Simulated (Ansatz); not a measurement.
## A series in volume per atom on Cu

Equation of state of a cubic crystal from periodic Kohn-Sham density functional theory without spin; pressure corrected for the finite basis. The results are calculated, by Ansatz 0.2.0 development build.

Cell of the first row (space group Fm-3m, No. 225):
```
Cu
1.0
      0.0000     1.7781     1.7781
      1.7781     0.0000     1.7781
      1.7781     1.7781     0.0000
Cu
1
Direct
  0.00000 0.00000 0.00000
```

Settings of every row: formula Cu; structure type fcc; functional PBE; spin treatment none; k mesh 26x26x26; occupation method fermi-dirac; occupation width 0.061225619 eV; wave cutoff 420 eV; datasets soft-1 PAW; density cutoff ratio 4.

```csv
row,volume per atom (Å³),pressure (GPa),energy above lowest point (meV/atom)
1,11.243,9.981,20.63
2,11.482,?,?
3,11.722,2.82,1.94
4,11.961,-0.163,0
5,12.2,-2.807,2.26
6,12.439,-5.147,8.23
7,12.678,-7.223,17.49
```

Question: what pressure and energy above lowest point should row 2 give?

Worked fit of pressure. Take u = (V_r/V)^(2/3) − 1 with V_r = 12.081 Å³ an atom, which is twice the finite (Eulerian) strain; such expansions in the strain, on which the Birch-Murnaghan equation of state is built, carry the rest volume and the bulk modulus. The shown rows have u = 0.04909, 0.02031, 0.00668, -0.00651, -0.01928, -0.03164. Least squares give pressure = −1.5297 + 200.33 × u + 665.04 × u² + 625.4 × u³ GPa; a parabola predicts inner rows, each left out in turn, worse (root mean square 0.012 against 0.0038 GPa). The rows lie off it by 0.000, 0.001, -0.001, -0.001, 0.002, -0.001. The pressure vanishes at u = 0.0075, or V = 11.95 Å³ an atom, and there the bulk modulus at fixed shape and fractions is B = −V dP/dV = (2/3)(1 + u) dP/du = 141 GPa. The withheld row has u = 0.03448, so the fit gives −1.5297 + 200.33 × (0.03448) + 665.04 × (0.03448)² + 625.4 × (0.03448)³ = 6.194 GPa.

The calculation gave 6.186 GPa. The fit lies 0.008 GPa (0.047 % of the column's range) above it; its largest miss of a shown row is 0.002 GPa.

Worked fit of energy above lowest point. Take u = (V_r/V)^(2/3) − 1 with V_r = 12.081 Å³ an atom, which is twice the finite (Eulerian) strain; such expansions in the strain, on which the Birch-Murnaghan equation of state is built, carry the rest volume and the bulk modulus. The shown rows have u = 0.04909, 0.02031, 0.00668, -0.00651, -0.01928, -0.03164. Least squares give energy above lowest point = 0.644 − 173.04 × u + 11539.2 × u² + 5693 × u³ meV/atom; a parabola predicts inner rows, each left out in turn, worse (root mean square 0.11 against 0.0071 meV/atom). All shown rows lie on it to the printed digit. Its lowest point lies at u = 0.0075, or V = 11.95 Å³ an atom, and the curvature there gives the bulk modulus at fixed shape and fractions, B = (4/9)(1 + u)² E″(u)/V = 141 GPa. The withheld row has u = 0.03448, so the fit gives 0.644 − 173.04 × (0.03448) + 11539.2 × (0.03448)² + 5693 × (0.03448)³ = 8.63 meV/atom.

The calculation gave 8.62 meV/atom. The fit lies 0.01 meV/atom (0.048 % of the column's range) above it, one unit of the last digit.
